Singlet H2Se at its PBE0/def2-TZVP geometry, computed with PySCF 2.14.0 by the listed methods: def2-TZVP, density fitting, non-relativistic, gas phase, frozen cores in MP2 and CCSD(T), unrestricted references for open shells. Atomisation is to high-spin ground-configuration atoms, without zero-point energy; ionisation is vertical, as an energy difference.

```tsv
method	exact exchange, long range (%)	atomisation (kJ/mol)	ionisation (eV)	HOMO (eV)	LUMO (eV)	dipole (D)
PBE	0	679	9.77	-5.91	-0.83	0.74
r2SCAN	0	682	9.79	-6.19	-0.54	0.81
TPSSh	10	695	9.79	-6.49	-0.35	0.75
B3LYP	20	681	9.86	-6.86	-0.20	0.72
PBE0	25	669	9.78	-7.10	0.09	0.79
r2SCAN0	25	671	9.77	-7.29	0.28	0.82
B97-3	27	670	9.76	-7.13	0.23	0.76
HF	100	463	8.73	-9.77	3.36	0.82
CCSD(T)	n/a	653	9.72	n/a	n/a	n/a
MP2	n/a	636	9.73	n/a	n/a	n/a
```

Two columns of this table seem to describe the same event. "Ionisation" is the energy of the cation minus that of the neutral molecule at fixed nuclei, from two separate self-consistent calculations. "HOMO" is the energy of the highest occupied orbital of the neutral molecule, in H₂Se the selenium 4p lone pair that stands perpendicular to the molecular plane. In an exact density-functional theory the one would be minus the other. Here the seven functionals agree on the ionisation energy within 0.10 eV, while their HOMO levels spread over 1.38 eV, and Hartree-Fock (HF) puts the level 3.86 eV below PBE. The quantity that orders the rows is the share $a$ of exact (Hartree-Fock) exchange, given in per cent. All hybrids here use one share at every electron-electron distance, and the shares are the functionals' definitions, rounded to whole per cent. "Atomisation" is the energy needed to separate the molecule into Se and two H atoms, and "LUMO" is the lowest empty level.

### A slope and a difference

Suppose the electron is drawn out of the lone pair a little at a time. The orbital energy is the price of the first small portion. The ionisation energy is the price of the whole electron, the average over all portions. The two agree only if the price stays constant on the way.

Two effects make it change. The first is self-repulsion. The classical Coulomb energy of the density lets an electron repel its own charge cloud. Exact exchange removes this term at any occupation of the orbital. Semilocal exchange, built from the density and its derivatives, removes it fairly well for a whole electron and poorly for a fraction. The first portion then leaves too cheaply, pushed out by the rest of its own cloud, and the last portion too dearly. The level lies too high, though the average can be right. The second effect is relaxation. As the hole deepens, the other electrons contract towards it and pay back some energy. This repayment grows with the square of the charge removed, so it is absent from the first portion and present in the total.

Let $n$ be the occupation of the top spin orbital, 1 in the neutral molecule and 0 in the cation, and take the energy to second order,

$$E(n)=E(0)+bn+\tfrac12 cn^2 .$$

Janak's theorem identifies the orbital energy with the slope, so $\varepsilon_{\rm HOMO}=E'(1)=b+c$. The ionisation energy is $I=E(0)-E(1)=-(b+c/2)$. Their sum measures the curvature alone:

$$D \equiv I+\varepsilon_{\rm HOMO}=\tfrac12 c .$$

If semilocal exchange leaves a curvature $U$ uncancelled, a hybrid leaves $(1-a)U$. Relaxation contributes $-2R$, where $R$ is the energy regained by the relaxed cation. The two add:

$$D(a)=(1-a)\,\frac{U}{2}-R .$$

A one-orbital sketch shows how the slope can be wrong while the difference is right. The self-repulsion of the orbital is $\tfrac12Jn^2$, with $J$ its Coulomb self-integral. Local exchange of an isolated orbital scales as $n^{4/3}$; suppose it is $-\tfrac12Jn^{4/3}$, so that the cancellation is complete at $n=0$ and $n=1$. The ionisation energy then carries no error at all, yet the slope at $n=1$ is off by $J-\tfrac23J=J/3$. If the orbital instead lay inside a much larger density of the same spin, its exchange energy would be nearly linear in $n$, $-\tfrac12Jn$, and the slope error would be $J/2$. This is an argument about form, and it places $U/2$ between a third and a half of $J$.

### The model against the rows

The two constants can be read from the end rows. HF has $a=1$ and $D=8.73-9.77=-1.04$ eV, so $R=1.04$ eV. For HF the sign is a theorem: by Koopmans' theorem $-\varepsilon_{\rm HOMO}$ is the ionisation energy with frozen orbitals, and letting the cation relax (and spin-polarise, since it is unrestricted) can only lower it. PBE has $a=0$ and $D=9.77-5.91=3.86$ eV, so $U/2=3.86+1.04=4.90$ eV if the relaxation is taken to be the same as in HF, which the model assumes. A $U$ near 10 eV is the Coulomb energy of two unit charges about 1.5 Å apart, the right order for a 4p orbital and no more than that.

PBE0 played no part in fixing these constants. With $a=0.25$,

$$D=0.75\times4.90-1.04=3.68-1.04=2.64\ \text{eV},$$

against $9.78-7.10=2.68$ eV in the table. Taking the ionisation energy as unchanged from PBE, the HOMO follows as $2.64-9.77=-7.13$ eV, and the calculation gave $-7.10$ eV. Over the six functionals not used, the line misses $D$ by 0.14 eV rms, well above the 0.01 eV that rounding allows, on a range of almost 5 eV between the end rows and 1.12 eV among the six themselves. The worst row is r2SCAN, 0.26 eV below the line.

Part of this success is built in. At fixed orbitals the energy of a hybrid is linear in $a$ by construction, so a straight line between a functional and its own hybrid tests little. What the numbers add is that functionals of different construction lie near one line, that the line of the PBE pair, extended to $a=1$, misses HF by only 0.18 eV, and that the slope has the sign and rough size that self-repulsion requires. That self-interaction (delocalisation) error is the cause is established theory, with which the table agrees.

The simpler idea, that the HOMO itself slides linearly from PBE to HF, does worse: 0.26 eV rms on the same six rows, with every computed level below the line. The reason can be seen in the two clean pairs, PBE/PBE0 and r2SCAN/r2SCAN0, in which only the exchange share changes. Extending the PBE pair to full exact exchange gives a HOMO of $-5.91-4\times1.19=-10.67$ eV and an ionisation energy of 9.81 eV. Such a functional is HF plus PBE correlation, and it differs from HF by about 0.9 eV in the level and 1.1 eV in the ionisation energy. Correlation thus deepens the level and raises the ionisation energy by similar amounts, and most of it drops out of $D$. The extension multiplies rounding errors by four and ignores the change of the orbitals, so these figures are rough, and the level may be off by a few tenths of an electronvolt.

### The meta-GGA rows

Within the series $D$ falls with $a$ but not in strict order: r2SCAN lies below PBE at the same share, r2SCAN0 lies below PBE0, and B97-3 at 27 % lies above r2SCAN0 at 25 %. The rows below the line are the three meta-GGAs (r2SCAN, TPSSh, r2SCAN0), which use the kinetic-energy density as well as the gradient. A least-squares fit to the seven functionals with one slope and one extra constant for the meta-GGAs gives $D=3.87-4.58a$ eV with an offset of $-0.21$ eV and an rms error of 0.05 eV. Three constants for seven rows make this a description more than a test. TPSSh fits worst, 0.10 eV above, so the offset is not the same for the two meta-GGA families. HF was left out because it has no correlation; the fit predicts $-0.71$ eV for it and misses by 0.33 eV.

The pairs locate the r2SCAN offset. It is $3.60-3.86=-0.26$ eV without exact exchange and $2.48-2.68=-0.20$ eV at a quarter. An offset that sits in the semilocal exchange must shrink as $1-a$, and $0.75\times0.26=0.195$. Two differences are slender evidence. They point to exchange as the source, so that r2SCAN has a slightly smaller $U$ than PBE, but they cannot exclude a larger exchange effect partly undone by the different correlation. That this comes from the ability of the kinetic-energy density to recognise regions dominated by one orbital is a plausible guess that the table does not test. The gain is small beside what remains.

The share at which $D$ would vanish comes out at 0.79 from the end rows and 0.84 from the fit. No row lies between 27 and 100 %, so "about four fifths" is an estimate across an empty range, and it belongs to this orbital of this molecule. For all seven functionals $-\varepsilon_{\rm HOMO}$ lies 2.4 to 3.8 eV below the CCSD(T) ionisation energy, whereas their energy differences lie within 0.14 eV of it.

### Why Hartree-Fock is wrong by one route and right by the other

HF reverses the pattern. Its energy difference, 8.73 eV, is about 1 eV below CCSD(T), while its $-\varepsilon_{\rm HOMO}$ of 9.77 eV is within 0.05 eV of it. The lone pair holds two electrons of opposite spin in one orbital. They avoid each other and the other valence electrons, which lowers the energy of the neutral molecule. Ionisation destroys the pair and removes the departing electron's correlation with the bonds and the lower lone pair as well. A method without correlation therefore finds the neutral molecule too high relative to the cation. The same runs give the amount: correlation adds 0.93 eV to the ionisation energy in CCSD and 0.05 eV through the triples. In MP2 the split by spin is 0.72 eV from opposite-spin and 0.28 eV from same-spin pairs. This does not single out the broken pair: the opposite-spin share, 72 %, is the same as in the whole MP2 correlation energy of the neutral molecule, and it also covers the departing electron's correlation with the other orbitals.

The Koopmans value neglects both this 0.98 eV and the relaxation of 1.03 eV (1.04 from the rounded entries). The two have opposite signs and here cancel to 0.05 eV. No principle ties them together.

These comparisons assume that the rows describe the same states. For PBE0, HF and CCSD(T) the runs confirm it: a bent closed-shell singlet, and doublet cations with $\langle S^2\rangle$ of 0.755 and 0.764 against the ideal 0.75. The small T1 diagnostic supports a single-determinant reference, and MP2 is within 0.01 eV of CCSD(T) for ionisation.

Among the functionals the ionisation energy has no correlation with $a$, and the clean pairs move by $+0.01$ and $-0.02$ eV, hardly more than rounding. Semilocal and exact exchange evidently assign nearly the same exchange energy to a whole lone-pair electron, as the one-orbital sketch assumed. B3LYP stands apart at 9.86 eV, 0.07 eV above the next highest. Its exchange share does not explain this, since rows on both sides of 20 % lie lower. The cause to look for is its local-density correlation. PySCF's default B3LYP uses the VWN fit to the random-phase energies of the electron gas, which gives too much correlation per electron and so favours the neutral molecule with its extra electron. The B3LYP variant built on the VWN5 fit, the default in some other programs, gives a lower ionisation energy, so the variant should be checked when codes are compared. All functionals lie slightly above CCSD(T), but pair correlation converges slowly with the basis, so the triple-zeta CCSD(T) value is probably somewhat low itself.

### The empty level

The argument for the LUMO is the mirror image. The level is now the slope at the start of adding an electron, at $n=0$, so it equals the energy of attachment minus half the curvature, and it rises as exact exchange removes that curvature. In physical terms, an HF virtual orbital feels the repulsion of all $N$ electrons, while a semilocal one feels nearly the potential of the occupied orbitals. The LUMO climbs by 0.92 and 0.82 eV in the clean pairs and by 4.19 eV from PBE to HF, and the gap widens from 5.08 to 13.13 eV. The meta-GGA rows again break strict order, with r2SCAN0 above B97-3. None of these levels is an attachment energy. The negative value of PBE does not imply a bound anion, and the positive values (PBE0, r2SCAN0, B97-3, HF) describe an unbound electron confined by a basis without diffuse functions, so their sizes would change with the basis.

### Atomisation

A ground-state Se atom has two unpaired 4p electrons and each H atom one. The molecule pairs these four into two bonds, at an angle close to that of pure p orbitals. Each new pair brings correlation energy that the atoms did not have, and HF loses all of it: 463 against 653 kJ/mol in CCSD(T), a deficit of 190 kJ/mol or 29 % of the CCSD(T) value. Per bond this is 95 kJ/mol, or $95/96.5=0.98$ eV. This is the size of the chemist's rule of about 1 eV per electron pair. The match with the correlation share of ionisation is chance, since that share is not the energy of one pair but includes the departing electron's correlation with the other orbitals. MP2 recovers 91 % of the deficit.

Exact exchange matters much less than the HF row might suggest. A quarter of it lowers the atomisation energy by 10 and 11 kJ/mol in the clean pairs. Extended to $a=1$ the PBE pair gives 639 kJ/mol, uncertain by about 4 from rounding alone. Of the $679-463=216$ kJ/mol by which PBE exceeds HF, roughly 40 then go with semilocal exchange and 176 with correlation, and the r2SCAN pair gives nearly the same split. The standard reading of the exchange part is that the exact exchange hole of a bond spreads over both atoms, while the semilocal hole stays near the electron and so imitates the left-right correlation that keeps the two bonding electrons on different atoms. Mixing in exact exchange removes some of this imitation.

The exchange share does not order this column. At about 0.4 kJ/mol per per cent, B3LYP would stand near $679-8=671$, and it gives 681. TPSSh would stand near 675 to 678 and gives 695, the highest of all. B97-3, at 670, is in line with the pairs. The numbers show that a change of the semilocal exchange and correlation can be worth 10 to 20 kJ/mol here, as much as or more than a quarter of exact exchange, though PBE and r2SCAN differ by only 3 kJ/mol; which ingredient of TPSSh or B3LYP is responsible is untested.

The functionals exceed CCSD(T) by 16 to 42 kJ/mol, or 2.5 to 6.4 % of its value. This is no proof of overbinding. Correlated atomisation energies in a triple-zeta basis are normally too low, because the molecule has more pair correlation to recover than the atoms, whereas functionals are closer to their basis limit. The frozen core also leaves the Se 3d shell correlated in a basis not designed for it. Every row omits zero-point energy, scalar relativity and the spin-orbit lowering of the Se atom, the last roughly 10 kJ/mol as a recalled size; the first and last would reduce all values nearly alike. Since the geometry is that of PBE0, the other rows are slightly off their own minima, which can only lower their entries.

The dipole moments span 0.72 to 0.82 D and hardly correlate with $a$ across the seven functionals. The pairs rise by 0.05 and 0.01 D, and HF and r2SCAN0 share the top value, so exact exchange pushes the dipole up a little, by no more than the semilocal parts differ. The dipole is a property of the density at a whole number of electrons in a compact molecule, and the curvature that moves the levels does not enter it directly.

### Neighbouring cases

The constants $U$ and $R$ depend on the size of the orbital, which allows the trend to be carried up and down the group. The lone pairs of H₂S and above all H₂O are more compact, so $J$ and $U$ are larger, the HOMO of a semilocal functional falls further short of the ionisation energy, and the level moves faster with $a$. Relaxation about a compact 2p hole outweighs the pair correlation, and the Koopmans value for water is known to be too high. In H₂Te the orbital is more diffuse and the slope gentler, but relativity can no longer be left out. For inner-shell ionisation relaxation dominates. Removing an unpaired electron breaks no pair, so the HF energy difference improves and the cancellation behind the Koopmans value weakens. In a large conjugated molecule or a cluster the hole can spread, $U$ shrinks, and the error of semilocal exchange passes from the slope into the energy of the cation, so that the ionisation energy itself begins to depend on the exchange share.
